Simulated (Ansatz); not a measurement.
# A series in volume per atom on YCl

All results are calculated (Ansatz 0.2.0). Periodic Kohn-Sham DFT of a crystal at fixed atoms; pressure and stress are positive in compression; the energy is the free energy less that of spherical unpolarised free atoms; site moments are those in the method's own spheres, positive along +z.

Cell of the first row (space group R-3m, No. 166):
```
YCl
1.0
      1.8379     1.0611     8.9877
     -1.8379     1.0611     8.9877
      0.0000    -2.1222     8.9877
Y Cl
2 2
Direct
  0.21683 0.21683 0.21683
  0.78317 0.78317 0.78317
  0.38830 0.38830 0.38830
  0.61170 0.61170 0.61170
```

Settings of every row: method frozen-core PAW; functional PBEsol; relativity scalar; k mesh 8x8x8; filling fermi-dirac; smearing width 0.02 eV; wave cutoff 420 eV; paw set soft_2.

Atom start moment: 0 on all atoms.

Limits: PAW files made with PBE; a layered crystal: even scaling strains the bonds within the layers, so this curve is stiffer than the crystal under pressure.

```csv
row,volume per atom (Å³),pressure (GPa)
1,26.291,2.432
2,26.85,1.301
3,27.409,?
4,27.689,-0.218
5,27.969,-0.68
6,28.248,-1.121
7,28.528,-1.542
8,29.087,-2.326
9,29.647,-3.038
```

Question: what pressure should row 3 give?

Worked fit of pressure. Take u = (V_r/V)^(2/3) − 1 with V_r = 28.108 Å³ an atom, which is twice the finite (Eulerian) strain; such expansions in the strain, on which the Birch-Murnaghan equation of state is built, carry the rest volume and the bulk modulus. The shown rows have u = 0.04556, 0.031, 0.01006, 0.00331, -0.00331, -0.00984, -0.02257, -0.03491. Least squares give pressure = −0.9022 + 66.501 × u + 149.86 × u² − 71 × u³ GPa; a parabola predicts inner rows, each left out in turn, worse (root mean square 0.0011 against 0.00038 GPa). All shown rows lie on it to the printed digit. The pressure vanishes at u = 0.0132, or V = 27.56 Å³ an atom, and there the bulk modulus at fixed shape and fractions is B = −V dP/dV = (2/3)(1 + u) dP/du = 47.6 GPa. Letting shape and atoms relax would as a rule lower it, by much in layered, chain or molecular crystals. The withheld row has u = 0.01693, so the fit gives −0.9022 + 66.501 × (0.01693) + 149.86 × (0.01693)² − 71 × (0.01693)³ = 0.266 GPa.

The calculation gave 0.266 GPa. The fit meets it to the printed digit.
